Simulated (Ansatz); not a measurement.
**Ligand exchange: C2H5BrSn + CH3F → C2H5FSn + CH3Br**

Species: C2H5BrSn `C[CH2][Sn][Br]`, singlet; CH3F (fluoromethane) `CF`, singlet; C2H5FSn `C[CH2][Sn][F]`, singlet; CH3Br (bromomethane) `CBr`, singlet. The partners trade Br for F: Sn–Br and C–F bonds give way to Sn–F and C–Br.

Shapes, held fixed at every level: PBE0-D4/def2-TZVP. Flexible molecules stand in one conformer, not always the lowest. Programs: Ansatz 0.2.0. The zero-point and thermal change to 298 K, harmonic and unscaled (PBE0-D4/def2-TZVP), is -4.2 kJ/mol.

| level | kind | ΔH(298 K) (kJ/mol) | less CCSD(T)/def2-TZVPP |
| --- | --- | --- | --- |
| HF/def2-TZVPP | Hartree–Fock | +28.2 | +18.9 |
| BHLYP-D4/def2-TZVPP | global hybrid | +22.4 | +13.1 |
| wB97M-V/def2-TZVPP | range-separated hybrid | +8.7 | -0.6 |
| MP2/def2-TZVPP | perturbation theory | +8.3 | -1.0 |
| CCSD(T)/def2-SVP | coupled cluster or CI | +26.1 | +16.8 |
| CCSD/def2-SVP | coupled cluster or CI | +27.5 | +18.2 |
| CCSD(T)/def2-TZVPP | coupled cluster or CI | +9.3 | 0.0 |

The highest level, CCSD(T)/def2-TZVPP, gives ΔH(298 K) = +9.3 kJ/mol; the levels span +8.3 to +28.2. The column of differences is taken from that level and isn't an error. No measured value is set beside it here. For atoms past krypton def2 sets carry core potentials with scalar relativity. Relativity is left out for Br unless named. Correlated rows may include outer-core shells of Br, Sn, which these sets cover unevenly.

The exchange is endothermic at every level, though only modestly at the highest, +9.3 kJ/mol. Both tin and carbon bind fluorine more strongly than bromine, so the enthalpy is a small difference between two large preferences. The strongly polar Sn–F bond repays most, but not all, of the cost of replacing a short, strong C–F bond with a weaker C–Br bond.

Electron correlation favours the products: in the same basis, Hartree–Fock gives +28.2 and MP2 +8.3. The basis matters about as much, with CCSD(T) falling from +26.1 in def2-SVP to +9.3 in def2-TZVPP, whereas the triples change little in the smaller set. Probably the compact basis describes the fluoride-like density and the polarisation of the Sn–F bond poorly, penalising the products. Coupled cluster in the small basis therefore lies only slightly closer to the highest level than Hartree–Fock in the larger one. Because this basis shift exceeds the enthalpy that remains, the calculation supports a near balance between the two sides more firmly than its exact size or even its sign at the basis-set limit.
